# Nonlinear relaxation from a displaced equilibrium: the two-state Néel particle

## 1. General relation

Take a classical system in contact with a bath, $\beta=1/k_BT$. For $t<0$ the energy is $H_0-fA$ and the system has equilibrated. At $t=0$ the force $f$ is switched off. The initial distribution is

$$\rho_f=\rho_0\,\frac{e^{\beta fA}}{\langle e^{\beta fA}\rangle},$$

where $\langle\cdot\rangle$ averages over $\rho_0\propto e^{-\beta H_0}$ and over the $f=0$ dynamics, which leaves $\rho_0$ stationary. For $t\ge0$ only the initial weight differs from equilibrium, so with $\lambda=\beta f$

$$\langle B(t)\rangle_f=\frac{\langle B(t)e^{\lambda A(0)}\rangle}{\langle e^{\lambda A(0)}\rangle}=\partial_\eta\ln\big\langle e^{\eta B(t)+\lambda A(0)}\big\rangle\Big|_{\eta=0}.$$

The logarithm generates joint cumulants $\langle\langle\cdot\rangle\rangle$. Expand in $\lambda$; the $n=0$ term is $\langle B\rangle$:

$$\langle B(t)\rangle_f-\langle B\rangle=\sum_{n\ge1}\frac{(\beta f)^n}{n!}\langle\langle B(t)A(0)^n\rangle\rangle. \tag{1}$$

Here $A(0)^n$ means $n$ separate entries $A(0)$ in a cumulant of order $n+1$. For $n=2$ it equals $\langle\delta B(t)\,\delta A(0)^2\rangle$ with $\delta X=X-\langle X\rangle$.

**Kernel convention.** For a general protocol $f(t')$ define the second-order response without a factor $1/2!$, with a symmetric kernel and both times running over the whole past:

$$\Delta B^{(2)}(t)=\int_{-\infty}^{t}\!dt_1\int_{-\infty}^{t}\!dt_2\;\chi^{(2)}(t;t_1,t_2)f(t_1)f(t_2).$$

A constant $f$ acting since $-\infty$ prepares $\rho_f$, provided the perturbed dynamics relaxes to it at the bath temperature. Matching the $f^2$ terms with (1) gives

$$\int_{-\infty}^{0}\!dt_1\int_{-\infty}^{0}\!dt_2\;\chi^{(2)}(t;t_1,t_2)=\frac{\beta^2}{2}\langle\langle B(t)A(0)A(0)\rangle\rangle. \tag{2}$$

Remarks.

- If $\chi^{(2)}$ is defined as the second functional derivative, the right side is $\beta^2\langle\langle\cdots\rangle\rangle$.
- Relations between second-order response and third-order equilibrium cumulants are the quadratic fluctuation-dissipation relations associated with Efremov and Stratonovich. Equation (2) is an integrated member. Its derivation uses no time reversal.
- At first order, $\int_{-\infty}^0\chi^{(1)}(t-t_1)\,dt_1=\beta\langle\langle B(t)A(0)\rangle\rangle$, and $d/dt$ yields the kernel, $\chi^{(1)}(t)=-\beta\,\partial_t\langle\langle B(t)A(0)\rangle\rangle$. At second order one function of $t$ cannot fix a kernel of two time differences.
- For non-commuting quantum $A$ and $H_0$ the cumulants become Kubo-transformed ones.

## 2. Model

One immobile single-domain particle has volume $V$, moment $\mu_p=M_sV$ and uniaxial anisotropy $K$. All fields lie along the easy axis. For $\sigma=\beta KV\gg1$ keep only the two minima, $s=\pm1$:

$$H_0=-\mu_p b_0 s,\qquad A=\mu_p s,\qquad B=s .$$

$b_0=\mu_0H_0^{\rm ext}$ is a permanent bias and $f$ an extra field, both in tesla. The bias is needed: at $b_0=0$ the symmetry $s\to-s$ removes all even $n$ in (1). Define $x_0=\beta\mu_pb_0$, $u=\beta\mu_pf$, $x=x_0+u$ and $h=x/2\sigma$, the total field over the anisotropy field $2K/M_s$.

Néel rates with the Stoner–Wohlfarth barrier and a constant attempt time $\tau_0$:

$$w_{\pm\to\mp}=\frac{1}{2\tau_0}e^{-\sigma(1\pm h)^2},\qquad \frac{w_{-\to+}}{w_{+\to-}}=e^{4\sigma h}=e^{2x}.$$

Detailed balance holds at every field. The mean $\bar s=\langle s(t)\rangle$ obeys

$$\dot{\bar s}=-\Gamma(x)\,[\bar s-\tanh x],\qquad \Gamma(x)=\frac{1}{\tau_0}e^{-\sigma-x^2/4\sigma}\cosh x. \tag{3}$$

Below, $s_0=\tanh x_0$, $\Gamma=\Gamma(x_0)$, and $g=d\ln\Gamma/dx|_{x_0}=s_0-h_0$ with $h_0=x_0/2\sigma$.

## 3. Exact relaxation against the cumulant series

Equation (3) with $\bar s(0)=\tanh(x_0+u)$ gives

$$\bar s(t)-s_0=[\tanh(x_0+u)-\tanh x_0]\,e^{-\Gamma t}. \tag{4}$$

Now the right side of (1), from equilibrium data alone. The conditional mean is $E[s(t)|s(0)]=s_0+(s(0)-s_0)e^{-\Gamma t}$. A joint cumulant is linear in its entry $s(t)$ and vanishes on constants, so

$$\langle\langle s(t)s(0)^n\rangle\rangle=\kappa_{n+1}e^{-\Gamma t},\qquad \kappa_{n+1}=\frac{d^{n+1}}{dx_0^{n+1}}\ln\cosh x_0=\frac{d^n\tanh x_0}{dx_0^n}.$$

Explicitly,

$$\kappa_2=1-s_0^2,\quad \kappa_3=-2s_0\kappa_2,\quad \kappa_4=-2\kappa_2(1-3s_0^2),\quad \kappa_5=8s_0\kappa_2(2-3s_0^2).$$

Direct route to $n=2$: $s^2=1$ gives $\delta s^2=1+s_0^2-2s_0s$, so $\langle\delta s(t)\,\delta s(0)^2\rangle=-2s_0\kappa_2e^{-\Gamma t}$.

Series (1) is then $e^{-\Gamma t}\sum_{n\ge1}\kappa_{n+1}u^n/n!$, the Taylor series of (4). The two sides agree to all orders. The nearest poles of $\tanh$ lie at $x=\pm i\pi/2$, so the series converges for $|u|<\sqrt{x_0^2+\pi^2/4}$. The closed form (4) holds for every $u$.

All orders share one exponential because a two-state chain has one decaying mode. This is a property of the model, not of (1).

## 4. The second-order kernel

Put $\bar s=s_0+\delta_1+\delta_2+\dots$ in (3) with arbitrary $u(t)$:

$$\dot\delta_1=-\Gamma\delta_1+\Gamma\kappa_2u,\qquad \dot\delta_2=-\Gamma\delta_2+\Gamma\big(\tfrac12\kappa_3+g\kappa_2\big)u^2-\Gamma g\,u\,\delta_1 .$$

Insert $\delta_1(t_1)=\Gamma\kappa_2\int^{t_1}e^{-\Gamma(t_1-t_2)}u(t_2)\,dt_2$. The two exponentials merge into $e^{-\Gamma(t-t_2)}$, with $t_2$ the earlier time. Symmetrising gives a factor $1/2$:

$$\frac{\chi^{(2)}(t;t_1,t_2)}{(\beta\mu_p)^2}=\Gamma\big(\tfrac12\kappa_3+g\kappa_2\big)e^{-\Gamma(t-t_1)}\delta(t_1-t_2)-\tfrac12\Gamma^2g\kappa_2\,e^{-\Gamma[t-\min(t_1,t_2)]}. \tag{5}$$

The kernel contains $g$, the field dependence of the escape rate. No correlation function of the $f=0$ jump process contains $g$. Integrate over $t_1,t_2<0$, using $\iint e^{\Gamma\min(t_1,t_2)}dt_1dt_2=2/\Gamma^2$:

$$\text{local: }\big(\tfrac12\kappa_3+g\kappa_2\big)e^{-\Gamma t},\qquad \text{memory: }-g\kappa_2e^{-\Gamma t}.$$

The sum is $\tfrac12\kappa_3e^{-\Gamma t}$. Multiplied by $(\beta\mu_p)^2$ it is $\tfrac{\beta^2}{2}\langle\langle s(t)A(0)A(0)\rangle\rangle$, which is (2). The kinetic coefficient cancels. For the rates above the local part reduces to $-h_0\kappa_2e^{-\Gamma t}$.

**Finite pulse.** Let the field act only on $-t_p<t'<0$, with $y=\Gamma t_p$. The local part gains the factor $1-e^{-y}$ and the memory part the factor $1-(1+y)e^{-y}$:

$$\frac{\delta_2(t)}{u^2}=\Big[\tfrac12\kappa_3(1-e^{-y})+g\kappa_2\,y\,e^{-y}\Big]e^{-\Gamma t}. \tag{6}$$

Now $g$ survives. The lower limits $-\infty$ in (2) are essential.

## 5. Numbers: Fe$_3$O$_4$ at 300 K

Inputs: $M_s=480$ kA m$^{-1}$ (typical bulk value), $K=20$ kJ m$^{-3}$ (assumed effective uniaxial constant, inside the typical range 10 to 40 kJ m$^{-3}$ and chosen to put the relaxation on a scale of seconds), $\tau_0=10^{-9}$ s (typical). Chosen: sphere of diameter 20 nm, $b_0=1$ mT, $f=\pm1$ mT.

Derived: $V=4.19\times10^3$ nm$^3$, $\mu_p=2.17\times10^5\mu_B$, $\sigma=20.2$, $2K/M_s=83.3$ mT, $h_0=0.0120$, $x_0=|u|=0.4854$, $s_0=0.4506$. The model's rate is $\Gamma=1.84$ s$^{-1}$, or $1/\Gamma=0.54$ s.

Cumulants: $\kappa_2=0.7970$, $\kappa_3=-0.7182$, $\kappa_4=-0.6231$, $\kappa_5=3.996$. The radius of convergence is $1.644$ in $u$, or 3.39 mT.

Amplitude $[\bar s(t)-s_0]\,e^{\Gamma t}$, partial sums of (1) and the closed form (4). Four digits are kept only to display convergence within the model.

| $f$ | $n\le1$ | $n\le2$ | $n\le3$ | $n\le4$ | Eq. (4) |
|---|---|---|---|---|---|
| $+1$ mT | 0.3869 | 0.3023 | 0.2904 | 0.2996 | 0.2985 |
| $-1$ mT | $-0.3869$ | $-0.4715$ | $-0.4596$ | $-0.4504$ | $-0.4506$ |

Linear response is antisymmetric in $f$. The quadratic term, $-0.0846$ for both signs, supplies most of the asymmetry. Equivalently, both sides of (2) equal $-0.0846\,e^{-\Gamma t}$ mT$^{-2}$.

Decomposition in units of $(\beta\mu_p)^2e^{-\Gamma t}$. The second row uses Glauber rates $w_{\pm\to\mp}=\tfrac{\Gamma}{2}(1\mp\tanh x)$ with field-independent $\Gamma$. These have the same $f=0$ dynamics.

| rates | $g$ | local | memory | sum | pulse, $y=1$ |
|---|---|---|---|---|---|
| Néel | 0.4386 | $-0.0096$ | $-0.3495$ | $-0.3591$ | $-0.0984$ |
| Glauber | 0 | $-0.3591$ | 0 | $-0.3591$ | $-0.2270$ |

The kernels differ completely, their full integrals coincide, and the pulse response tells them apart.

**Limits of the model.**

- Intrawell fluctuations lower $|\cos\theta|$, with $\theta$ the angle to the easy axis, by about $1/2\sigma=2.5$ %. With the continuous weight $e^{\sigma z^2+x_0z}$ on $z=\cos\theta\in[-1,1]$, quadrature gives an equal-time third cumulant 9 % smaller in magnitude than $\kappa_3$. Equation (1) still holds there, with fast intrawell modes added.
- Nanoparticle $M_s$ is typically 10 to 20 % below the bulk value, which lowers $x_0$ and $u$ in proportion.
- $1/\Gamma$ is the model's. A 10 % change of $K$ changes $e^{\sigma}$ by a factor 7.6, so across the typical range of $K$ real particles of this size differ from 0.54 s by orders of magnitude in either direction. The two-state amplitudes in the first table contain neither $K$ nor $\tau_0$.
- Dipolar coupling is neglected. Its scale $\mu_0\mu_p/4\pi r^3$ is 0.025 mT at $r=200$ nm, small against 1 mT.

## 6. Same model: one trap in a gate oxide

A single electron trap in the SiO$_2$ of a Si transistor at zero drain bias exchanges electrons with the channel only. The occupancy is $N\in\{0,1\}$, degeneracy is ignored, and $H_0=\varepsilon N$ with $\varepsilon=E_T-E_F$. A gate step $\delta V_G$ lowers the level by $a\,e\,\delta V_G$, with a constant lever arm $a$. So $A=aeN$, $f=\delta V_G$, $B=N=(1+s)/2$ and $x_0=-\beta\varepsilon/2$.

With $p=1/(1+e^{\beta\varepsilon})$ the second and third cumulants of $N$ are $p(1-p)$ and $p(1-p)(1-2p)$. Assumed inputs: $\varepsilon=-25$ meV, $a=0.1$, $\delta V_G=\pm250$ mV, 300 K. Then $p=0.725$ and $\beta ae|\delta V_G|=0.967$. The first-order amplitude is $\pm0.193$ and the second-order one is $-0.042$. Their sums are $0.151$ and $-0.235$, against the model's exact $0.149$ and $-0.225$. The gate also changes the channel density and hence the capture rate. That dependence is the coefficient $g$ of (5), and after a long step it drops out of the recovery amplitude.